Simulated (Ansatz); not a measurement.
# SiF2 (SMILES F[Si]F): the energy, rung by rung

SiF2 has 3 atoms, charge 0, and is taken as a singlet. SMILES: `F[Si]F`. Geometry: relaxed at GFN2-xTB.

| atom | x (Å) | y (Å) | z (Å) |
| --- | --- | --- | --- |
| Si | 0.0042 | -0.0077 | -0.7448 |
| F | 1.1659 | -0.0173 | 0.3806 |
| F | -1.1702 | 0.0250 | 0.3642 |

Each level gives the energy change with the Si1–F2 bond stretched from 1.617 to 2.022 Å (eV). The values are calculated.

```json
{"level": "HF/STO-3G (restricted)", "kind": "Hartree–Fock", "program": "Ansatz", "value (eV)": "2.08", "less FCI/STO-3G": "+0.65", "CPU time (all runs)": "0.2 s"}
{"level": "PBE/STO-3G (restricted)", "kind": "GGA", "program": "Ansatz", "value (eV)": "1.16", "less FCI/STO-3G": "-0.27", "CPU time (all runs)": "1.8 s"}
{"level": "r2SCAN/STO-3G (restricted)", "kind": "meta-GGA", "program": "Ansatz", "value (eV)": "1.35", "less FCI/STO-3G": "-0.08", "CPU time (all runs)": "4.3 s"}
{"level": "B3LYP/STO-3G (restricted)", "kind": "global hybrid", "program": "Ansatz", "value (eV)": "1.43", "less FCI/STO-3G": "0.00", "CPU time (all runs)": "1.8 s"}
{"level": "BHLYP/STO-3G (restricted)", "kind": "global hybrid", "program": "Ansatz", "value (eV)": "1.78", "less FCI/STO-3G": "+0.35", "CPU time (all runs)": "1.7 s"}
{"level": "wB97M-V/STO-3G (restricted)", "kind": "range-separated hybrid", "program": "Ansatz", "value (eV)": "1.65", "less FCI/STO-3G": "+0.22", "CPU time (all runs)": "28 s"}
{"level": "B2PLYP/STO-3G (restricted)", "kind": "double hybrid", "program": "Ansatz", "value (eV)": "1.56", "less FCI/STO-3G": "+0.13", "CPU time (all runs)": "2.4 s"}
{"level": "RPA@PBE/STO-3G (restricted)", "kind": "RPA", "program": "Ansatz", "value (eV)": "1.23", "less FCI/STO-3G": "-0.20", "CPU time (all runs)": "3 s"}
{"level": "CCSDT/STO-3G (restricted)", "kind": "coupled cluster or CI", "program": "Ansatz", "value (eV)": "1.44", "less FCI/STO-3G": "+0.01", "CPU time (all runs)": "0.93 s"}
{"level": "FCI/STO-3G", "kind": "exact in the basis", "program": "Ansatz", "value (eV)": "1.43", "less FCI/STO-3G": "0.00", "CPU time (all runs)": "0.83 s"}
```

FCI/STO-3G is exact within its basis and frozen core, so for wave-function methods in that basis the difference is their error; functionals converge differently with the basis, so for them it is only a difference. The first shape isn't each level's own minimum. The values span 1.16 to 2.08 eV. All rows use very small basis sets, so none should be taken for the real molecule's value. Times are those of the runs behind each value, whatever else they computed, on shared processors of several kinds: orders of magnitude only.

Stretching one Si–F bond costs 1.43 eV at FCI, while restricted Hartree–Fock puts it at 2.08 eV. The excess arises because correlation stabilises the stretched geometry more: as the overlap between silicon and fluorine falls, the σ and σ* levels approach each other and excitations into σ* gain weight. In a minimal basis the valence virtual space is little more than the Si–F antibonding orbitals and the empty silicon 3p orbital, so this left–right correlation dominates the correction. CCSDT recovers almost all of it, so connected quadruple and higher excitations matter little for this energy difference.

Among PBE, B3LYP and BHLYP the cost rises with the share of exact exchange, probably because semilocal exchange mimics part of the left–right correlation that exact exchange leaves out. RPA breaks any simple ordering by exchange alone: it uses full exact exchange yet gives only 1.23 eV. A single elongation fixes neither the dissociation limit nor the point at which a closed-shell reference fails.
